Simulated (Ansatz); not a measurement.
## Ligand exchange: CH3F + Sn(CH3)(SH) → CH4S + Sn(CH3)F

Gas-phase species: CH3F (fluoromethane) `CF`, singlet; Sn(CH3)(SH), singlet; CH4S (methanethiol) `CS`, singlet; Sn(CH3)F, singlet. The partners trade F for SH: C–F and Sn–SH bonds give way to C–SH and Sn–F.

Shapes, held fixed at every level: PBE0-D4/def2-TZVP. Flexible molecules stand in one conformer, not always the lowest. Programs: Ansatz 0.2.0. The zero-point and thermal change to 298 K, harmonic and unscaled (PBE0-D4/def2-TZVP), is -3.2 kJ/mol.

Q: Estimate ΔH(298 K) of this reaction.

A: The highest level, CCSD(T)/def2-TZVPP, gives ΔH(298 K) = -33.8 kJ/mol; the levels span -40.6 to -23.7. The column of differences is taken from that level and isn't an error. No measured value is set beside it here. For atoms past krypton def2 sets carry core potentials with scalar relativity. Outer-core shells of Sn are correlated, in sets that cover them unevenly.

| level | kind | ΔH(298 K) (kJ/mol) | less CCSD(T)/def2-TZVPP |
| --- | --- | --- | --- |
| B3LYP-D4/def2-TZVPP | global hybrid | -34.2 | -0.4 |
| wB97M-V/def2-TZVPP | range-separated hybrid | -40.6 | -6.8 |
| B2PLYP/def2-TZVPP | double hybrid | -38.8 | -5.0 |
| CCSD(T)/def2-SVP | coupled cluster or CI | -23.7 | +10.1 |
| CCSD/def2-SVP | coupled cluster or CI | -25.2 | +8.6 |
| CCSD/def2-TZVPP | coupled cluster or CI | -34.9 | -1.1 |
| CCSD(T)/def2-TZVPP | coupled cluster or CI | -33.8 | 0.0 |

Every level makes the exchange exothermic, and the small zero-point and thermal term shows that the driving force is electronic. Fluorine gains more than sulfur does by moving from carbon to the much more electropositive tin. The Sn–F bond is strongly polar, with a large ionic contribution, whereas the softer, less electronegative SH group gives up less when it leaves tin for carbon. Fluorine lone-pair donation into the formally empty p orbital of the stannylene probably helps, though SH can donate in the same way.

Among the coupled-cluster rows, the basis set matters far more than the triples. Going from def2-SVP to def2-TZVPP takes CCSD(T) from -23.7 to -33.8 kJ/mol, while triples make the reaction only slightly less exothermic in either basis. The small set probably describes the charge-rich fluorine in Sn–F poorly. With a basis shift this large, further enlargement could still matter, so the closeness of B3LYP-D4 to CCSD(T) doesn't establish it as more accurate than wB97M-V or B2PLYP.
